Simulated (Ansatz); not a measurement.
A series in volume scale on Nb

Results calculated with Ansatz 0.2.0, not measured. Plane-wave DFT, scalar-relativistic PAW made under PBE with cores redone for the functional, no dispersion; the given relaxed cell is scaled uniformly, energy at zero smearing counts from the unscaled cell, pressure at the given Fermi-Dirac smearing is positive in compression.

The cell before it is scaled or strained (space group Im-3m, No. 229):
```
Nb
1.0
     -1.6344     1.6344     1.6344
      1.6344    -1.6344     1.6344
      1.6344     1.6344    -1.6344
Nb
1
Direct
  0.00000 0.00000 0.00000
```

Settings of every row: spin polarised yes; functional PBEsol; wave cutoff 420 eV; smearing width 0.05 eV; k mesh 22x22x22.

Atom:
| element | starting moment (Bohr magneton) |
| --- | --- |
| Nb | 1 |

| row | volume scale | V (Å³/atom) | energy change per atom (meV) | pressure (GPa) |
| --- | --- | --- | --- | --- |
| 1 | 0.88 | 15.368 | 180.63 | 29.77 |
| 2 | 0.92 | 16.067 | 77.13 | 18.25 |
| 3 | 0.96 | 16.765 | 19.39 | 8.64 |
| 4 | 1.04 | 18.162 | ? | ? |
| 5 | 1.08 | 18.861 | 52.44 | -11.75 |
| 6 | 1.12 | 19.559 | 114.37 | -16.38 |

Largest site moment is 0 Bohr magneton in every row.

Question: what energy change per atom and pressure should row 4 give?

Worked fit of energy change per atom. Take u = (V_r/V)^(2/3) − 1 with V_r = 16.765 Å³ an atom, which is twice the finite (Eulerian) strain; such expansions in the strain, on which the Birch-Murnaghan equation of state is built, carry the rest volume and the bulk modulus. The shown rows have u = 0.05972, 0.02876, 0, -0.07553, -0.09766. Least squares give energy change per atom = 19.381 + 1313.27 × u + 23340.1 × u² meV; a straight line predicts inner rows, each left out in turn, worse (root mean square 61 against 1.1 meV). The rows lie off it by -0.42, 0.67, 0.01, -0.90, 0.64 (root mean square 0.61 meV). The withheld row has u = -0.05196, so the fit gives 19.381 + 1313.27 × (-0.05196) + 23340.1 × (-0.05196)² = 14.16 meV.

The calculation gave 12.8 meV. The fit lies 1.36 meV (11 % of the value, 0.81 % of the column's range) above it; its largest miss of a shown row is 0.90 meV.

Worked fit of pressure. Take u = (V_r/V)^(2/3) − 1 with V_r = 16.765 Å³ an atom, which is twice the finite (Eulerian) strain; such expansions in the strain, on which the Birch-Murnaghan equation of state is built, carry the rest volume and the bulk modulus. The shown rows have u = 0.05972, 0.02876, 0, -0.07553, -0.09766. Least squares give pressure = 8.634 + 316.78 × u + 621 × u² GPa; a straight line predicts inner rows, each left out in turn, worse (root mean square 1.6 against 0.012 GPa). The rows lie off it by 0.00, -0.01, 0.01, 0.00, 0.00. The pressure vanishes at u = -0.0289, or V = 17.52 Å³ an atom, and there the bulk modulus at fixed shape and fractions is B = −V dP/dV = (2/3)(1 + u) dP/du = 182 GPa. The withheld row has u = -0.05196, so the fit gives 8.634 + 316.78 × (-0.05196) + 621 × (-0.05196)² = -6.15 GPa.

The calculation gave -6.15 GPa. The fit meets it to the printed digit.
